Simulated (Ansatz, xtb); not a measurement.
**Two isomers of C3H8Ge2O**

Structure X: `C[C]1=[CH][GeH2][O][GeH2]1`, a singlet. Structure Y: `C=[C]1[CH2][GeH2][O][GeH2]1`, a singlet. Both are isolated molecules in the gas phase, relaxed with B3LYP-D3(BJ)/def2-SVP; the shapes shown needn't be the lowest conformers.

X (Å):

```xyz
14

C    -2.0107   -1.3095    0.0048
C    -1.4943    0.0878   -0.1956
C    -1.2786    0.6667   -1.3920
Ge   -0.5999    2.5037   -1.3547
Ge   -1.0607    1.2683    1.3302
O    -0.5205    2.7255    0.4307
H    -2.9519   -1.3048    0.5818
H    -1.2942   -1.9171    0.5848
H    -2.1978   -1.8208   -0.9530
H    -1.4797    0.1185   -2.3226
H     0.8116    2.6705   -1.9593
H    -1.5623    3.5476   -1.9627
H    -2.2838    1.6160    2.2081
H     0.0918    0.7379    2.2124
```

Y (Å):

```yaml
atoms:
  - { symbol: C, position_ang: [-2.7028, -0.0963, 0.8797] }
  - { symbol: C, position_ang: [-1.5455, 0.3978, 0.4213] }
  - { symbol: C, position_ang: [-1.3734, 1.0803, -0.9153] }
  - { symbol: Ge, position_ang: [-0.2158, 2.6709, -0.5942] }
  - { symbol: Ge, position_ang: [0.0888, 0.5361, 1.5134] }
  - { symbol: O, position_ang: [0.7448, 2.0565, 0.8016] }
  - { symbol: H, position_ang: [-3.6175, -0.0804, 0.2736] }
  - { symbol: H, position_ang: [-2.7916, -0.5367, 1.8781] }
  - { symbol: H, position_ang: [-2.3355, 1.3308, -1.3895] }
  - { symbol: H, position_ang: [-0.8079, 0.4362, -1.6124] }
  - { symbol: H, position_ang: [0.7461, 2.9923, -1.7564] }
  - { symbol: H, position_ang: [-1.0065, 3.9261, -0.1627] }
  - { symbol: H, position_ang: [-0.1966, 0.7246, 3.0170] }
  - { symbol: H, position_ang: [1.1190, -0.5928, 1.2867] }
```

Question: Estimate E(Y) − E(X) at the level CCSD(T)/def2-SVP + ΔMP2/def2-TZVPP.

Answer: Calculated at CCSD(T)/def2-SVP + ΔMP2/def2-TZVPP: E(Y) − E(X) = +3.5 kcal/mol, so structure X lies lower.

Level by level:

```json
{"level": "GFN2-xTB", "geometry": "GFN2-xTB", "E(Y) − E(X) (kcal/mol)": "+2.6", "departure from the last row (kcal/mol)": "−0.8", "job, with rough time for the two": "optimisation, 0.12 s"}
{"level": "HF/STO-3G", "geometry": "GFN2-xTB", "E(Y) − E(X) (kcal/mol)": "+5.5", "departure from the last row (kcal/mol)": "+2.0", "job, with rough time for the two": "single point, 0.46 s"}
{"level": "r2SCAN-D4/def2-SVP", "geometry": "GFN2-xTB", "E(Y) − E(X) (kcal/mol)": "+5.6", "departure from the last row (kcal/mol)": "+2.1", "job, with rough time for the two": "single point, 2.4 s"}
{"level": "B3LYP-D3(BJ)/def2-SVP", "geometry": "B3LYP-D3(BJ)/def2-SVP", "E(Y) − E(X) (kcal/mol)": "+3.5", "departure from the last row (kcal/mol)": "0.0", "job, with rough time for the two": "optimisation, 68 s"}
{"level": "HF/def2-SVP", "geometry": "B3LYP-D3(BJ)/def2-SVP", "E(Y) − E(X) (kcal/mol)": "+5.0", "departure from the last row (kcal/mol)": "+1.5", "job, with rough time for the two": "part of the CCSD(T) run"}
{"level": "MP2/def2-SVP", "geometry": "B3LYP-D3(BJ)/def2-SVP", "E(Y) − E(X) (kcal/mol)": "+4.0", "departure from the last row (kcal/mol)": "+0.5", "job, with rough time for the two": "part of the CCSD(T) run"}
{"level": "CCSD(T)/def2-SVP", "geometry": "B3LYP-D3(BJ)/def2-SVP", "E(Y) − E(X) (kcal/mol)": "+4.0", "departure from the last row (kcal/mol)": "+0.5", "job, with rough time for the two": "single point"}
{"level": "CCSD(T)/def2-SVP + ΔMP2/def2-TZVPP", "geometry": "B3LYP-D3(BJ)/def2-SVP", "E(Y) − E(X) (kcal/mol)": "+3.5", "departure from the last row (kcal/mol)": "", "job, with rough time for the two": "single point, 45 s"}
```

As drawn, both hold the same kinds of bond in the same numbers. Structure X has 1 methyl group, Y 0.

None of the levels shown reverses the order. The largest departure from CCSD(T)/def2-SVP + ΔMP2/def2-TZVPP is that of r2SCAN-D4/def2-SVP, 2.1 kcal/mol. The last row adds to CCSD(T) the change of the MP2 difference between the two basis sets, here −0.5 kcal/mol.

With thermal terms from frequencies at re-optimised GFN2-xTB minima (ideal gas, soft modes damped towards free rotors, one conformer each, 298.15 K, 1 atm): the zero-point term adds −0.3 kcal/mol; ΔH is +3.1 and ΔG +3.3 kcal/mol.

The correlated steps freeze 22 core orbitals; the filled d shell of Ge is correlated, in a basis made for valence electrons. Codes used: Ansatz 0.2.0, xtb 6.7.1; the last row on 4 threads of Intel(R) Xeon(R) 6975P-C (Granite Rapids) on a shared host.

X is favoured at every level, and the small thermal correction leaves that preference intact in free energy. The main reason is probably the position of the double bond. In X it lies within the ring and carries three non-hydrogen substituents, whereas in Y it is a terminal methylene with two. Greater substitution normally stabilises an alkene through hyperconjugation and stronger bonds from sp2 carbon to its substituents. Y has an allylic C–Ge bond that can donate into the π* orbital, but the ring holds it only partly aligned with the π system, which probably limits the compensation.

Correlation narrows the gap from +5.0 at Hartree–Fock to +4.0 kcal/mol in the same basis, where MP2 and CCSD(T) coincide, so correlation beyond second order largely cancels between the isomers. B3LYP's exact match with the final value is therefore partly fortuitous, since it was obtained in the smaller basis. The energies establish a thermodynamic preference, but say nothing about how readily Y would isomerise to X.
